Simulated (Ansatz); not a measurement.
SnSe2: energy above lowest point as volume scale varies

Results calculated with Ansatz 0.2.0, not measured. Free energy against uniform scaling of the volume at fixed shape and fractions; periodic cell, basis, potentials, k mesh and filling as listed.

The cell before it is scaled or strained (space group P-3m1, No. 164):
```
CELL_PARAMETERS angstrom
3.81100 0.00000 0.00000
-1.90550 3.30040 0.00000
0.00000 0.00000 6.13600
ATOMIC_POSITIONS crystal
Sn 0.00000 0.00000 0.00000
Se 0.33333 0.66667 0.24900
Se 0.66667 0.33333 0.75100
```

Settings of every row: functional PBE; dispersion none; potentials norm-conserving; wave cutoff 1170.1 eV; density cutoff 4680.4 eV; k mesh 6x6x3; k shift 0x0x0; occupations fixed; smearing width 0 eV; spin none; SCF threshold exponent -8.

Limits: a layered crystal: even scaling strains the bonds within the layers, so this curve is stiffer than the crystal under pressure.

| row | volume scale | V (Å³/atom) | energy above lowest point (meV/atom) |
| --- | --- | --- | --- |
| 1 | 0.9 | 23.153 | ? |
| 2 | 0.925 | 23.796 | 145 |
| 3 | 0.95 | 24.44 | 97.9 |
| 4 | 0.975 | 25.083 | 61.6 |
| 5 | 1 | 25.726 | 34.8 |
| 6 | 1.025 | 26.369 | 16.3 |
| 7 | 1.05 | 27.012 | 5 |
| 8 | 1.075 | 27.655 | 0 |
| 9 | 1.1 | 28.298 | 0.6 |

Question: what energy above lowest point should row 1 give?

Worked fit of energy above lowest point. Take u = (V_r/V)^(2/3) − 1 with V_r = 26.047 Å³ an atom, which is twice the finite (Eulerian) strain; such expansions in the strain, on which the Birch-Murnaghan equation of state is built, carry the rest volume and the bulk modulus. The shown rows have u = 0.06211, 0.04337, 0.02546, 0.0083, -0.00816, -0.02396, -0.03915, -0.05376. Least squares give energy above lowest point = 24.61 + 1124 × u + 12840 × u² + 4427 × u³ meV/atom; a parabola predicts inner rows, each left out in turn, worse (root mean square 0.22 against 0.034 meV/atom). All shown rows lie on it to the printed digit. Its lowest point lies at u = -0.0448, or V = 27.9 Å³ an atom, and the curvature there gives the bulk modulus at fixed shape and fractions, B = (4/9)(1 + u)² E″(u)/V = 57 GPa. Letting shape and atoms relax would as a rule lower it, by much in layered, chain or molecular crystals. The withheld row has u = 0.08168, so the fit gives 24.61 + 1124 × (0.08168) + 12840 × (0.08168)² + 4427 × (0.08168)³ = 204.5 meV/atom.

The calculation gave 204.6 meV/atom. The fit lies 0.1 meV/atom (0.049 % of the column's range) below it, one unit of the last digit. This row lies beyond the range of the fit.
